Squeezing lead selenide

In the rocksalt structure of lead selenide, each atom has six nearest neighbours of the other kind. Symmetry fixes the shape of the cell, so a single quantity, the volume, sets all the distances. The table follows the crystal through seven volumes in a density-functional calculation with the PBE functional, with the atoms at rest. Volume and energy are counted per atom, and the energy starts from the minimum of a smooth curve through the seven points. The pressure is what must be applied from outside to hold the crystal at that volume.

Rocksalt PbSe at scaled volumes, static lattice, calculated with ABACUS 3.10.1: PBE without spin-orbit coupling or dispersion correction, PseudoDojo NC SR 0.4.1 standard potentials, plane-wave cutoff 1183.69 eV. The k mesh is 8×8×8, with Fermi-Dirac smearing of 0.05 eV. Energies are counted from the minimum of the fitted equation of state.

```
volume (Å³/atom)  energy (meV/atom)  pressure (GPa)
           26.95              56.17           6.400
           27.52              35.91           4.940
           28.10              20.64           3.620
           28.67               9.89           2.410
           29.24               3.22           1.330
           29.82               0.24           0.350
           30.39               0.59          -0.530
```

1. At which volume would the crystal rest if left alone?

The pressure falls from row to row and changes sign between the last two. A positive value means that the crystal must be squeezed to stay so small, a negative one that it must be pulled to stay so large. It rests where neither is needed. A straight line between the last two pressures puts that point at 30.05 Å³ per atom, and the curve through the energies puts it at 30.04 Å³.

2. Why do the last two rows differ so little in energy, yet clearly in pressure?

Pressure is the downhill slope of the energy E against the volume V:

P = −dE/dV

The two rows lie on opposite sides of a valley floor, where the energy is almost level. They therefore differ by only 0.35 meV per atom. The slope has no such flat spot: it passes steadily through zero, from 0.35 to −0.53 GPa. Close to the minimum, pressure is thus the more sensitive guide to where the crystal wants to be.

3. Is the same squeeze harder to make in a small cell than in a large one?

The rows are equally spaced in volume, so their pressures can be compared directly. Between the two largest cells the pressure changes by 0.88 GPa, between the two smallest by 1.46 GPa. The usual measure of this resistance is the bulk modulus B:

B = −V dP/dV

Taken between neighbouring rows, it rises at every step of compression, from about 46 GPa at the large end to about 69 GPa at the small end. The crystal has become half as stiff again, although the Pb–Se contact has shortened by only 3.3 %.

The small end needs a caution. Under a pressure of several gigapascals, real lead selenide leaves the rocksalt structure, whereas the calculation keeps that structure throughout. The smallest cells may therefore describe a rocksalt crystal that nature would have rearranged. The table cannot show where this happens, because no other structure was calculated.

4. Why does so small a shortening matter so much?

Consider two limits. When the atoms are far apart, attraction prevails: opposite charges and shared electrons draw lead and selenium together, with a strength that changes slowly with distance. When they are very close, repulsion prevails. Filled electron shells then overlap, the Pauli principle forces electrons into states of higher energy, and the cost rises almost exponentially as the gap closes.

At rest, the slopes of these two energies cancel. Stiffness depends on their curvatures, which do not cancel, because a steep exponential is far more strongly curved than a slowly changing attraction. The resistance to squeezing therefore comes from the repulsion, while the attraction, which grows stronger as the atoms approach, takes part of it away.

The length that matters is the one over which the repulsion dies away, typically a few tenths of an ångström. A shortening of 3.3 % on a contact of 3.1 Å is about 0.1 Å. That is a small part of the bond but a sizeable part of the decay length, so the repulsion and the stiffness grow markedly. The table shows the stiffening itself; the division into attraction and repulsion is the explanation that theory offers for it.

5. How far does a spring of constant stiffness get?

The simplest model treats the crystal as a spring whose pressure changes evenly with volume. The slope dP/dV then keeps its value at the resting volume V₀, which is −B₀/V₀, with B₀ the bulk modulus there. (B itself, which also contains the factor V, would even fall a little on compression.) The pressure grows in proportion to the loss of volume, and adding up the work gives

E = B₀ (V − V₀)² / (2 V₀)

The curve through the energies supplies B₀ = 47 GPa and V₀ = 30.04 Å³. For the smallest cell, the compression is 30.04 − 26.95 = 3.09 Å³, so that

E = 47 × 3.09² / (2 × 30.04) = 7.5 GPa Å³

One eV per Å³ equals about 160 GPa, which turns this into 47 meV per atom. The table has 56 meV, so the spring falls short by 17 % of the calculated energy.

The worked row was among the seven used to find B₀ and V₀, so this is no independent prediction. What it measures is the part of the energy that comes from the steepening of the pressure curve. The shortfall shrinks towards the minimum and is 8 % at 28.67 Å³. For small changes of volume the constant spring is a fair tool; for large compression it promises too soft a crystal. The printed output after this text compares the spring with every row.

6. What happens to the stiffness if the calculation gets the size of the crystal slightly wrong?

The row at 28.67 Å³ is the cell from which the series was made. Its cube edge of 6.12 Å is close to the measured size, roughly 6.1 Å as recalled. In the calculation this cell is under 2.4 GPa, because the PBE minimum lies at a larger edge, 6.22 Å. The likely main cause is a well-known habit of PBE, which tends to bind such solids too weakly. Spin-orbit coupling, which matters for an element as heavy as lead, was left out, and its effect on the volume is untested here.

The error in length looks harmless at 1.6 %, but it grows on the way to the modulus. Length enters the volume three times over, which makes 4.8 %. The volume then acts on the steep repulsion: the modulus is about 57 GPa at the given cell and 47 GPa at the PBE minimum, a difference of 22 % of the smaller value. A calculated modulus should therefore be quoted together with its volume. Otherwise a reader cannot tell how much of its error comes with the size of the crystal.

7. What would change if selenium were replaced by sulfur or tellurium?

Lead sulfide and lead telluride share the rocksalt structure. Sulfur is the smaller atom, so the sulfide has shorter contacts and is stiffer; tellurium is larger, and the telluride is softer. The direction is the same as in the table: shorter contacts go with greater stiffness.

The size of the effect should not be read from the table, however. Squeezed lead selenide is pushed up the repulsive wall, away from the balance of forces. Lead sulfide has short contacts while resting at its own balance, since its smaller atoms begin to overlap only at a shorter distance. For the same shortening, theory therefore leads one to expect a milder gain in stiffness from changing the element than from applying pressure.

8. Which digits can be trusted?

Two different questions are involved. The first is whether the numbers agree with one another. The slope of the energy between neighbouring rows reproduces their mean pressure to within 0.014 GPa, so even the small energy difference near the minimum is meaningful within this calculation. This agreement does not test the k mesh, however, which was the same for all seven rows. The moduli taken between rows are less sharp, because they rest on small differences of rounded pressures; they deserve whole gigapascals and no decimals.

The second question is how close the numbers come to a real crystal, and here far fewer digits survive. An edge that is too long by between one and two per cent already shifts the modulus by about 10 GPa. The side beyond the minimum is also represented by a single row, so the behaviour under tension is less well supported than that under compression. What carries over best to a real piece of lead selenide is the pattern: resistance rises as the crystal is squeezed, and it rises much faster than the contacts shorten.

The analysis program printed:

```
Steps from the row before:
    row  mid volume A3/atom  pressure from energy slope GPa  mean pressure GPa  local bulk modulus GPa
  27.52               27.24                           5.661               5.67                   69.35
   28.1               27.81                           4.267               4.28                   64.02
  28.67               28.38                           3.004              3.015                    59.9
  29.24               28.96                           1.864               1.87                   54.54
  29.82               29.53                          0.8326               0.84                   50.47
  30.39                30.1                        -0.09779              -0.09                    46.2
Spring of constant stiffness:
    row  Pb-Se contact A  spring energy meV/atom  spring less table meV/atom
  26.95            2.998                   46.52                       -9.65
  27.52            3.019                   30.84                      -5.065
   28.1             3.04                   18.38                      -2.261
  28.67            3.061                   9.123                     -0.7674
  29.24            3.081                   3.075                     -0.1448
  29.82            3.101                  0.2371                   -0.002934
  30.39            3.121                  0.6081                     0.01815
Lattice constant of the given cell in A: 6.121
Lattice constant at the fitted minimum in A: 6.217
Pb-Se contact at the fitted minimum in A: 3.109
Length excess of the minimum over the given cell in percent: 1.565
Volume excess of the minimum over the given cell in percent: 4.769
Volume of zero pressure by straight line between rows in A3/atom: 30.05
Largest gap between energy slope and mean pressure in GPa: 0.01343
Pressure drop over the first volume step in GPa: 1.46
Pressure drop over the last volume step in GPa: 0.88
Local bulk modulus of first step over last step: 1.501
Contact shortening from last to first step in percent: 3.281
Bulk modulus at the given cell from its neighbours in GPa: 57.25
Excess of that modulus over the one at the minimum in percent: 21.88
Spring energy miss at the smallest cell in percent: -17.18
Spring energy miss at the given cell in percent: -7.76
Energy difference of the last two rows in meV/atom: 0.35
```
